Student: An isotropic half-space carries a Rayleigh wave, but no surface wave polarised parallel to the surface and across the direction of travel. A poled ceramic is isotropic in the plane normal to its poling axis. Why should such a shear wave cling to its surface?

Lecturer: Recall why the elastic case fails. Put the solid in x2 > 0 and try u3 = A exp(−b k x2) exp[i(k x1 − ωt)]. The traction on the surface is c44 ∂u3/∂x2 = −c44 b k A times the phase factor, and it vanishes only for b = 0, a bulk wave skimming the surface. In a piezoelectric the traction has a second, electrical term that can cancel the first. The result is the wave described by Bleustein in 1968 and Gulyaev in 1969.

Student: Then state the premises, because I suspect the answer hides in them.

Lecturer: There are five. First, a linear, lossless, homogeneous continuum of class 6mm. A poled ceramic has symmetry ∞mm, whose tensors up to rank four have the same form. Second, x3 is the c axis, here the poling axis; the surface x2 = 0 contains it; the wave runs along x1; nothing depends on x3. Third, the field is quasi-static, E = −∇φ, with no free charge inside. Fourth, the surface is free of traction. Fifth, it is either covered by a grounded, massless, perfect conductor or faces vacuum. Units are SI. In Voigt notation with engineering shear strains the constitutive law is T = c S − eᵀ E, D = e S + ε E, so c is taken at constant field and ε at constant strain.

Student: You keep only u3. What allows you to drop u1 and u2?

Lecturer: The pattern of the tensors. The piezoelectric constants of 6mm are e31 = e32, e33 and e15 = e24. With ∂/∂x3 = 0 we have S3 = 0 and E3 = 0. Then T1, T2 and T6 contain only S1, S2 and S6, which are built from u1 and u2, since their electrical term e31 E3 is zero. Those strains do produce D3 = e31(S1 + S2), but D3 enters div D only through ∂D3/∂x3 = 0. So u1 and u2 form a purely elastic problem, the one with the Rayleigh wave, and we set them to zero, which also makes the tractions T2 and T6 vanish. What remains is u = u3 and φ, with S5 = ∂1u and S4 = ∂2u:

T5 = c44 ∂1u + e15 ∂1φ, T4 = c44 ∂2u + e15 ∂2φ,
D1 = e15 ∂1u − ε11 ∂1φ, D2 = e15 ∂2u − ε11 ∂2φ. (1)

Newton's law along x3 is ρ ∂t²u = ∂1T5 + ∂2T4, and Gauss's law is ∂1D1 + ∂2D2 = 0. With ∇² = ∂1² + ∂2² they read

ρ ∂t²u = c44 ∇²u + e15 ∇²φ, e15 ∇²u − ε11 ∇²φ = 0. (2)

Student: The second says φ = (e15/ε11) u. Insert it, the modulus stiffens, and we are back at an elastic problem with b = 0.

Lecturer: It says only that the Laplacians are proportional. Define

ψ = φ − (e15/ε11) u. (3)

The second of (2) is then ∇²ψ = 0, which does not force ψ to vanish. Putting ∇²φ = (e15/ε11)∇²u into the first gives

ρ ∂t²u = c44′ ∇²u, c44′ = c44 + e15²/ε11. (4)

A bulk plane wave has ψ = 0, because a plane wave with real wave vector is not harmonic, and it travels at vT = √(c44′/ρ). Near a surface a decaying harmonic function is allowed, and that is the freedom the elastic solid lacks. Substitute φ = ψ + (e15/ε11)u in (1):

T4 = c44′ ∂2u + e15 ∂2ψ, D2 = −ε11 ∂2ψ. (5)

In D2 the two terms in ∂2u cancel. So u and ψ are independent in the interior and meet only at the boundary.

Student: Fine. Solve them.

Lecturer: Take k > 0, v = ω/k and the common factor exp[i(k x1 − ωt)], which I suppress. Laplace's equation gives ∂2²ψ = k²ψ, and boundedness at depth selects ψ = B exp(−k x2). Equation (4) gives ∂2²u = k²(1 − v²/vT²)u, and a bound wave needs v < vT. Write u = A exp(−b k x2); then

b² = 1 − v²/vT², v = vT √(1 − b²), b > 0. (6)

The decay constant of the displacement is b k. The traction condition T4 = 0 at x2 = 0 follows from (5): −k(c44′ b A + e15 B) = 0, or

c44′ b A + e15 B = 0. (7)

The electrical condition fixes B/A. On the metallised surface φ = 0, so by (3) B = −(e15/ε11)A. Insert that in (7), divide by c44′A, and

b = K², K² = e15²/(ε11 c44′). (8)

Student: That came quickly. Is b always admissible, or does it depend on the sign of e15?

Lecturer: Only e15² appears, so reversing the poling changes nothing but the relative sign of u and φ. Stability requires c44 > 0 and ε11 > 0. Since 1 − K² = c44/c44′, we have 0 < K² < 1 whenever e15 ≠ 0, so b is positive and v is real. The conditions are linear in b, so there is exactly one root, and k has dropped out, so the wave has no dispersion, as expected when the problem has no length scale. One more check: with v0² = c44/ρ = vT²(1 − K²), (6) and (8) give v² = vT²(1 − K²)(1 + K²) = v0²(1 + K²). The metallised wave lies between the unstiffened speed v0 and the stiffened speed vT. The conductor shorts the field only near the surface: φ = (e15/ε11) A [exp(−K²k x2) − exp(−k x2)], which differs from the bulk relation within a depth 1/k. That softened skin guides the wave.

Student: And without metal? Vacuum shorts nothing.

Lecturer: It shorts a little. Outside, φ is harmonic and bounded, φ = C exp(+k x2) for x2 < 0, so D2 = −ε0 ∂2φ = −ε0 k C at the surface. Inside, (5) gives D2 = ε11 k B. Continuity of φ and of D2 reads

C = B + (e15/ε11)A, ε11 B = −ε0 C. (9)

Eliminate C: (ε11 + ε0)B = −ε0 (e15/ε11)A. So B has the metallised value times ε0/(ε0 + ε11), and (7) gives

b = K² ε0/(ε0 + ε11) = K²/(1 + ε11/ε0). (10)

Replace ε0 by the permittivity of any outer medium that exerts no traction and the limits are clear. If it tends to zero, D2 = 0, so ψ = 0 and b = 0, which is your objection. If it tends to infinity, (8) returns. Vacuum is a capacitive divider between the two.

Student: Now BaTiO3. Which permittivity goes in? I have a compiled high-frequency dielectric constant of 5.75, from He 2017, and a surface wave device is high frequency to me.

Lecturer: That constant is the electronic response with the ions held fixed, valid above the optical phonon frequencies. At megahertz frequencies the ions follow the field, and in the ceramic the domain walls contribute as well. The soft polar lattice motion that makes ε11 large also makes e15 large, so the two must come from one regime. The ε11 in (1) is the low-frequency value at constant macroscopic strain. Nor is it the value at constant stress: set T5 = 0 in (1), eliminate ∂1u, and that one is ε11 + e15²/c44 = ε11/(1 − K²). This also shows that K² is one minus the ratio of clamped to free permittivity, so K is the shear coupling factor k15.

As given inputs take values typical of a fully poled ceramic at room temperature: c44 = 44 GPa, e15 = 11.4 C/m², ε11 = 1115 ε0 and ρ = 5700 kg/m³.

Student: Why not compute the density from the cell?

Lecturer: Do so as a bound. The compiled lattice constants at 300 K (Wikipedia), a = 3.994 Å and c = 4.034 Å, give a²c = 64.35 Å³, and with one formula unit of 233.19 g/mol the crystal density is 6.02 g/cm³. The input is 95 per cent of that, as a slightly porous ceramic requires, and the elastic constant belongs to the same porous body, so we keep 5700.

Then ε11 = 9.87 nF/m, e15²/ε11 = 13.2 GPa, c44′ = 57.2 GPa, K² = 0.230 and K = 0.48. The implied free permittivity is 1.45×10³ ε0. Had you paired this e15 with 5.75 ε0 you would have found K² = 0.98, an artefact of mixing regimes. The speeds are v0 = 2.78 km/s and vT = 3.17 km/s.

Metallised, b = 0.230 and v = 3.08 km/s, which is 85 m/s or 2.7 per cent below vT. The amplitude falls by 1/e over 1/(b k) = λ/(2πb) = 0.69 λ. At 10 MHz, λ = 308 µm and the depth is 213 µm.

Free, the divisor is 1116, so b = 2.06×10⁻⁴. Expanding (6), 1 − v/vT ≈ b²/2 = 2.1×10⁻⁸, a shift of 6.7×10⁻⁵ m/s. The depth is 7.7×10² λ, and at 10 MHz, with λ = 317 µm, that is 24 cm.

Student: Surface wave people quote a coupling 2Δv/v between free and metallised surfaces. Should that not equal K², some 23 per cent?

Lecturer: Not here. From (6), 2Δv/v ≈ b_met² − b_free², which is close to K⁴ = 0.053; the unexpanded value is 5.4 per cent. The reason is that the short acts within a depth 1/k while the wave occupies 1/(K²k), so only a fraction of order K² of the wave feels a softening of order K².

Student: Here is a real objection. You dropped retardation, whose small parameter is v²ε11μ0. For v = vT that is 1.2×10⁻⁷, larger than your free-surface shift of 2.1×10⁻⁸. The neglected term beats the effect.

Lecturer: It would if it shifted vT. Let us drop the third premise and use Maxwell's equations, with E1, E2, H = H3 and permeability μ0. The law is T4 = c44 ∂2u − e15 E2, D2 = e15 ∂2u + ε11 E2, and likewise along x1. Gauss's law gives div E = −(e15/ε11)∇²u, and Newton's law contains E only through −e15 div E, so (4) and vT are exact. Next, the curl of a gradient vanishes, so ∂1D2 − ∂2D1 = ε11(∂1E2 − ∂2E1) = −ε11μ0 ∂tH. Together with ∂tD1 = ∂2H and ∂tD2 = −∂1H this gives ∇²H = ε11μ0 ∂t²H. Hence H decays as exp(−β k x2) with β² = 1 − v²ε11μ0, and D2 = H/v, D1 = −iβ D2. Eliminating E2, T4 = c44′ ∂2u − (e15/ε11)D2, so zero traction means D2 = −(ε11/e15)c44′ b k A. On metal E1 = 0, that is D1 = i k e15 A, which gives bβ = K². In vacuum H grows as exp(+β0 k x2) with β0² = 1 − v²ε0μ0, so D1 = +iβ0 D2 and E1 = iβ0 D2/ε0 there. Continuity of D2 and E1 gives D2(β/ε11 + β0/ε0) = −e15 k A/ε11, and so

b (β + β0 ε11/ε0) = K². (11)

For β = β0 = 1 we recover (8) and (10). Retardation multiplies b by a factor close to one; it adds nothing to it. On metal b rises by 5.9×10⁻⁸ of itself, and on the free surface by less. The quasi-static premise is safe.

Student: So the 24 cm wave is real?

Lecturer: It solves the model, but other premises fail for it. The half-space must be much thicker than 1/(b k). The mode must also separate from the skimming bulk wave, and their phases part by one radian only after 2/(b²k); the scale 1/(b²k) = λ/(2πb²) is 3.0 λ on metal and 3.7×10⁶ λ on the free surface. Compare loss. A complex modulus with quality factor Q gives Im k/Re k ≈ 1/(2Q) and an amplitude decay length Qλ/π. For a typical Q of about 300 these are 1.7×10⁻³ and 95 λ. The metallised wave forms long before it is damped. The free one cannot be told from the bulk wave, since the damping exceeds b²/2 by almost five orders of magnitude.

Student: And the massless perfect conductor?

Lecturer: Take the two idealisations in turn. A sheet of conductance σ carries a current J = σE1 = −ikσC per unit width, and charge conservation, −iωq + ikJ = 0, gives a sheet charge q = J/v. The jump condition ε11kB + ε0kC = q turns the second of (9) into ε11B = −(ε0 + iσ/v)C. So (10) holds with ε0 replaced by ε0 + iσ/v, and (8) needs σ ≫ v(ε0 + ε11) = 3.0×10⁻⁵ S, a sheet resistance far below 33 kΩ per square. A continuous metal film meets that easily.

For the mass, let the film have thickness h ≪ λ, density ρf and shear modulus μf. It moves with the surface, so ρf h ∂t²u = T4(0) + μf h ∂1²u. With φ = 0, (5) gives T4(0) = −k c44′(b − K²)A, and to first order in kh

b = K² + kh (ρf v² − μf)/c44′. (12)

For 1 µm of silver, with approximate inputs ρf = 10500 kg/m³ and μf = 30 GPa, at 10 MHz kh = 0.020 and the added term is 0.025 at the unperturbed v, about 11 per cent of K². It makes the wave dispersive and grows with frequency. The same mechanical term adds to (10) for an insulating layer. If the factor multiplying kh is of order one, it rivals b = 2.06×10⁻⁴ at h = b/k = 10 nm. A slow layer that thin would double the binding, and a fast one would remove it.

Student: What about heat? Elastic constants come as adiabatic or isothermal.

Lecturer: Not those in (1). In 6mm thermal expansion has no components S4 or S5 and the pyroelectric vector lies along x3, so these strains and in-plane fields produce no temperature change at linear order, and the two kinds of constant coincide.

Student: Then give me the range of validity in one piece.

Lecturer: Equations (6), (8) and (10) hold for small amplitude, well below the fields and stresses that move domain walls irreversibly or depole the sample. They need poling that is uniform and parallel to the surface, with propagation normal to it; a tilt restores ∂/∂x3 and couples u3 to u1 and u2. They apply to class 4mm too, since (1) used only c44 = c55, e15 = e24 and ε11 = ε22. The wavelength must exceed the microstructure. The lattice is no constraint, λ/a being 7.7×10⁵ at 10 MHz, but the grains, typically of order 10 µm, are, and they confine the homogeneous description to some tens of megahertz at most. The temperature must stay in the tetragonal range, roughly 5 to 120 °C, with constants taken at the working temperature, since they vary strongly near either end. The thickness must exceed λ/(2πb), the path must exceed λ/(2πb²), and any surface layer must satisfy kh|ρf v² − μf|/c44′ ≪ b.

The numbers are the model's. The inputs were chosen as a set typical of fully poled ceramic, so K = 0.48 echoes that choice and tests nothing. A partly poled sample has a smaller e15, and for weak coupling the velocity drop K⁴/2 falls as its fourth power. Within the model, a thin electrode binds a shear wave at 3.08 km/s to the top 0.69 λ, and removing it divides b by 1116, which leaves a wave bound too weakly to be told from bulk shear.